Taking one fluorine atom off CF4 costs roughly 200 times the thermal energy $RT$ at room temperature, which is about 2.5 kJ/mol. An error of only about 6 kJ/mol in a reaction energy already changes an equilibrium constant tenfold. A bond energy can therefore be good to a few per cent and still be poor for predicting an equilibrium.

Homolytic dissociation of a C–F bond in neutral singlet CF4, computed with PySCF 2.14.0 using DFT at the levels listed. Structures and thermal terms are from PBE0-D3(BJ)/def2-SVP, and enthalpies refer to 298.15 K and 1 bar. Atoms are numbered in the order of the SMILES string FC(F)(F)F.

| level | integration grid level | site or bond (first listed) | broken dissociation enthalpy (kJ/mol) | broken electronic part (kJ/mol) | broken length (Å) |
| --- | --- | --- | --- | --- | --- |
| PBE0-D3(BJ)/6-31+G(d) | 2 | F1-C2 | 523.5 | 531.7 | 1.31600 |
| PBE0-D3(BJ)/pcseg-1 | 2 | F1-C2 | 528.9 | 537.2 | 1.31600 |
| PBE0-D3(BJ)/def2-TZVP | 2 | F1-C2 | 529.0 | 537.3 | 1.31600 |
| PBE0-D3(BJ)/def2-SVPD | 2 | F1-C2 | 532.0 | 540.3 | 1.31600 |
| B97-2/def2-TZVP | 2 | F1-C2 | 532.1 | 540.4 | 1.31600 |
| PBE0-D3(BJ)/cc-pVTZ | 2 | F1-C2 | 534.3 | 542.6 | 1.31600 |
| LC-wPBE/def2-TZVP | 2 | F1-C2 | 534.7 | 543.0 | 1.31600 |
| M06-2X/def2-TZVP | 3 | F1-C2 | 545.7 | 554.0 | 1.31600 |
| M06/def2-TZVP | 3 | F1-C2 | 550.7 | 559.0 | 1.31600 |
| PBE0-D3(BJ)/def2-SV(P) | 2 | F1-C2 | 553.2 | 561.4 | 1.31600 |

One relation serves for all the questions below:

$$D = E(\mathrm{CF_3}) + E(\mathrm{F}) - E(\mathrm{CF_4})$$

Here $D$ is the bond energy, and each $E$ is the energy of one species. With electronic energies, $D$ is the broken electronic part of the table; with enthalpies at 298.15 K, it is the broken dissociation enthalpy. A change of method matters only as far as it treats the fragments and the molecule differently. All rows use the same structures, so the broken length is constant and explains nothing of the trend.

### 1. Why is the enthalpy smaller than the electronic part?

The molecule has more vibrations than its fragments. CF4 has nine, CF3 has six and a fluorine atom has none, so three vibrations vanish when the bond breaks. Their zero-point energy was already stored in the molecule and helps to pay for the break. In the PBE0-D3(BJ)/def2-TZVP row this lowers the bond energy by 13.2 kJ/mol, and warming from 0 K to 298.15 K gives 5.0 kJ/mol back.

The net reduction, about 8.3 kJ/mol, is the same in every row within rounding, because the thermal terms were computed once and used throughout. The differences between rows are therefore purely electronic.

### 2. Can the effect of warming be worked out by hand?

Most of it can. Breaking the bond turns one gas particle into two. The additional particle brings $\tfrac{3}{2}RT$ of translational energy and another $RT$ through the pressure–volume term. Rotation cancels, since CF4 and CF3 each carry $\tfrac{3}{2}RT$ and the atom does not rotate. The estimate is

$$\tfrac{5}{2}RT = 2.5 \times 2.48\ \mathrm{kJ/mol} = 6.2\ \mathrm{kJ/mol}$$

This is 1.2 kJ/mol above the computed 5.0 kJ/mol, an excess of about a quarter. The estimate leaves out the heat stored in vibrations, of which the molecule holds more than its fragments. Nothing was fitted, but the calculation itself treats the species as ideal gases, so the comparison explains the number and doesn't test it.

The same count works for a neighbouring case. If both fragments are non-linear radicals, the second one also rotates, and the estimate rises to $4RT$. More vibrations are then lost as well, and the correction for them depends on how soft they are: stiff vibrations take up hardly any heat at room temperature.

### 3. Which basis set gives the strongest bond, and why?

With PBE0-D3(BJ), the small def2-SV(P) set gives the strongest bond, 553.2 kJ/mol. The larger def2-TZVP set gives 529.0 kJ/mol. This may look odd, because a small basis lacks the flexibility to describe a polar bond well, and that alone would make the bond too weak.

The relation for $D$ shows what happens instead. Adding diffuse functions, which reach far from the nucleus, turns def2-SV(P) into def2-SVPD and lowers $D$ by 21.2 kJ/mol. The fragments together must therefore have gained that much more than the molecule. The small basis had served the separated fragments worse than CF4.

Theory offers a well-known reason, basis-set superposition. In CF4 each fluorine atom can borrow functions centred on its neighbours to fill gaps in its own set. A free fluorine atom has no neighbours to borrow from, so its energy stays too high and the bond looks too strong. How much of the 21.2 kJ/mol comes from borrowing is untested here; a counterpoise calculation, which lends each fragment the functions of its absent partner, would measure it.

### 4. Are diffuse functions the cure, then?

They help def2-SV(P), but their absence alone doesn't make a bond too strong. The pcseg-1 set is also small and has no diffuse functions, yet it gives 528.9 kJ/mol. What counts is how well the whole set describes a free fluorine atom compared with a bound one.

Nor do diffuse functions bring small sets into agreement. Both 6-31+G(d) and def2-SVPD contain them, and their results still differ by 8.5 kJ/mol. A label such as "small with diffuse functions" doesn't fix the answer.

### 5. Does the match between pcseg-1 and def2-TZVP prove convergence?

No. The two agree to about 0.1 kJ/mol, but cc-pVTZ, which is of the same triple-zeta class as def2-TZVP, gives a value 5.3 kJ/mol higher. Two sets can agree because their errors in the molecule and in the fragments happen to leave the same difference. Convergence would show as a value that settles while one family of sets is enlarged step by step.

The class of the basis gives only a rough guide. The four double-zeta sets scatter over 29.7 kJ/mol, but most of this comes from def2-SV(P); the other three lie within 8.5 kJ/mol. The two triple-zeta sets differ by 5.3 kJ/mol, and two sets are too few to show a typical scatter. Even this smaller difference is nearly enough to change an equilibrium constant tenfold.

### 6. Does more exact exchange make the bond stronger?

The five functionals, compared in the same def2-TZVP basis, show no such rule. PBE0 and M06 both contain roughly a quarter of exact exchange, yet M06 gives 550.7 kJ/mol, which is 21.7 kJ/mol more than PBE0-D3(BJ). M06-2X has about twice the share of M06 and gives 5.0 kJ/mol less. The share of exact exchange is one ingredient among several, and here it doesn't set the order.

The clearest pattern is a gap of 11.0 kJ/mol between the two M06-type functionals and the other three. Both use the kinetic-energy density of the electrons and many fitted parameters, which may be why they favour the molecule over the fragments. That is a guess. These two rows also use a finer integration grid, and of the five functionals only PBE0 carries the D3(BJ) dispersion correction. A PBE0 run on the finer grid and without that correction would be a sensible first check.

### 7. Which digits can be trusted, and what should be done?

The first digit is safe, the second is in doubt and the third has no absolute meaning. A reasonable change of functional can move the result by anything from a few to about 20 kJ/mol, and a poor choice of basis can do as much. The decimals are useful only for comparing rows in which a single setting changes.

Closeness to experiment is a poor guide to the basis. The measured enthalpy is roughly 550 kJ/mol, a recalled figure, so PBE0 with def2-SV(P) looks better than PBE0 with def2-TZVP. Yet improving the basis moves the result away from experiment, which is the mark of cancelling errors: the small basis strengthens a bond that this functional makes too weak. Spin–orbit coupling in the free fluorine atom, which the calculations omit, would lower every value by between 1 and 2 kJ/mol and leave the order unchanged.

In practice, three precautions are sensible:

- Use at least a triple-zeta basis, and compare two sets of that class.
- Repeat the calculation with a functional of another type, and report the spread as part of the result.
- If only a small basis is affordable, test it against a larger one on a small related molecule. A counterpoise calculation shows only the part of the error that comes from borrowed functions.

CF4 serves in chip making as a source of fluorine for plasma etching. All rows agree on a bond of more than 5 eV, which helps to explain why the gas is stable in the bottle and why a discharge is used to release fluorine atoms. The spread between methods, about 0.3 eV, doesn't touch that conclusion. It does matter when such energies enter a model of thermal reactions, where equilibria, and often rates, depend on them exponentially. Break-up by electron impact in the plasma is a different process, and the bond energy alone doesn't fix its rate.

The output below lists the differences used here and the parts of the thermal estimate.

Output of the analysis:

```
Number of basis sets with PBE0-D3(BJ): 6
Number of functionals with def2-TZVP: 5
Spread of enthalpy over all rows (kJ/mol): 29.7
Spread over the basis sets with PBE0-D3(BJ) (kJ/mol): 29.7
Same spread without the def2-SV(P) row (kJ/mol): 10.8
Spread over the functionals with def2-TZVP (kJ/mol): 21.7
def2-SV(P) less def2-SVPD (kJ/mol): 21.2
def2-SV(P) less pcseg-1 (kJ/mol): 24.3
def2-SV(P) less def2-TZVP with PBE0-D3(BJ) (kJ/mol): 24.2
def2-SVPD less 6-31+G(d) (kJ/mol): 8.5
def2-TZVP less pcseg-1 (kJ/mol): 0.1
cc-pVTZ less def2-TZVP with PBE0-D3(BJ) (kJ/mol): 5.3
M06 less PBE0-D3(BJ) with def2-TZVP (kJ/mol): 21.7
M06 less M06-2X (kJ/mol): 5
M06-2X less LC-wPBE (kJ/mol): 11
B97-2 less PBE0-D3(BJ) with def2-TZVP (kJ/mol): 3.1
Mean electronic part less enthalpy (kJ/mol): 8.28
Zero-point lowering of the bond energy (kJ/mol): 13.24
Rise of the enthalpy from 0 K to 298.15 K (kJ/mol): 4.98
Estimate 5/2 RT for one more free particle (kJ/mol): 6.197
Remainder left for vibrations (kJ/mol): -1.217
Enthalpy less free energy at 298.15 K and 1 bar (kJ/mol): 48.81
```
